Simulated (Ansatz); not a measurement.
A series in volume scale on Se

Free energy against uniform scaling of the volume at fixed shape and fractions; periodic cell, basis, potentials, k mesh and filling as listed. The results are calculated, by Ansatz 0.2.0.

The cell before it is scaled or strained (space group R-3m, No. 166):
```
Se
1.0
      1.9250     1.1114     0.8817
     -1.9250     1.1114     0.8817
      0.0000    -2.2228     0.8817
Se
1
Direct
  0.00000 0.00000 0.00000
```

Settings of every row: functional LDA; dispersion none; potentials all-electron LAPW; k mesh 13x13x13; k shift 0x0x0; occupations fermi dirac; smearing width 0.1 eV; spin none; basis error target 0.002 eV/atom.

Limits: coarse k mesh, up to 40 meV an atom off; minimum outside the range.

| row | volume scale | V (Å³/atom) | energy above lowest point (meV/atom) |
| --- | --- | --- | --- |
| 1 | 0.94 | 10.639 | 1247.4 |
| 2 | 0.96 | 10.865 | ? |
| 3 | 0.98 | 11.092 | 762.5 |
| 4 | 1 | 11.318 | 548.1 |
| 5 | 1.02 | 11.544 | 350.4 |
| 6 | 1.04 | 11.771 | 168.1 |
| 7 | 1.06 | 11.997 | 0 |

Question: what energy above lowest point should row 2 give?

Worked fit of energy above lowest point. Take u = (V_r/V)^(2/3) − 1 with V_r = 11.431 Å³ an atom, which is twice the finite (Eulerian) strain; such expansions in the strain, on which the Birch-Murnaghan equation of state is built, carry the rest volume and the bulk modulus. The shown rows have u = 0.04903, 0.02027, 0.00665, -0.00654, -0.01935, -0.0317. Least squares give energy above lowest point = 447.44 + 14978.1 × u + 27303 × u² meV/atom; a straight line predicts inner rows, each left out in turn, worse (root mean square 18 against 0.34 meV/atom). The rows lie off it by -0.1, 0.2, -0.2, -0.3, 0.3, -0.1. The withheld row has u = 0.03443, so the fit gives 447.44 + 14978.1 × (0.03443) + 27303 × (0.03443)² = 995.5 meV/atom.

The calculation gave 995.1 meV/atom. The fit lies 0.4 meV/atom (0.032 % of the column's range) above it; its largest miss of a shown row is 0.3 meV/atom.
